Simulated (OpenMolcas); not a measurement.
Predicting a hybrid from its neighbours: C2H3In

C2H3In has 6 atoms, charge 0, and is taken as a singlet. SMILES: `C#[C][InH2]`. Geometry: relaxed at PBE0-D4/def2-TZVP.

The HOMO–LUMO gap y, in eV, basis def2-SVPD with a core potential; a is the functional's share of exact exchange. Programs: OpenMolcas 26.06.

| functional | program | a | y (eV) |
| --- | --- | --- | --- |
| PBE | OpenMolcas | 0 | 3.86 |
| TPSS | OpenMolcas | 0 | 4.08 |
| B3LYP | OpenMolcas | 0.2 | ? |
| PBE0 | OpenMolcas | 0.25 | 5.79 |
| BHLYP | OpenMolcas | 0.5 | 7.50 |

Fit y = c + s·a to the known rows and predict B3LYP.


1. Means of the 4 rows: a = 0.1875, y = 5.308.
2. Σ(Δa)² = 0.17188, Σ(Δa·Δy) = 1.2169, so the slope is 1.2169/0.17188 = 7.0799.
3. Intercept: 5.308 − (7.0799) × 0.1875 = 3.981. The largest residual of the fit is 0.12.
4. B3LYP: 3.981 + (7.0799) × 0.2 = 5.40 eV.

The run gave 5.27 eV, so the prediction is off by +0.13 eV, about the largest residual. Exact exchange lowers occupied levels and raises empty ones. The rows mix families of semi-local functionals, which the line can't see.

The gap widens strongly with exact exchange, from 3.86 eV in PBE to 7.50 eV in BHLYP, and the share of exchange accounts for most of the spread. Nonlocal exchange acts differently on the two frontier levels: an occupied orbital gains the full exchange stabilisation, while an empty one feels the repulsion of all the electrons with little exchange to offset it. The gap thus moves towards the difference between ionisation energy and electron affinity, and shouldn't be read as an optical excitation energy. The empty level probably has much indium 5p character, as expected for a three-coordinate group 13 centre.

PBE and TPSS differ although neither contains exact exchange, so the slope isn't purely an exchange effect. Yet interpolating between PBE and PBE0 alone gives almost the same B3LYP value as the full fit, which suggests that the overshoot doesn't come from including TPSS. The fit supports interpolation for this molecule, but doesn't show which functional comes closest to the true fundamental gap.
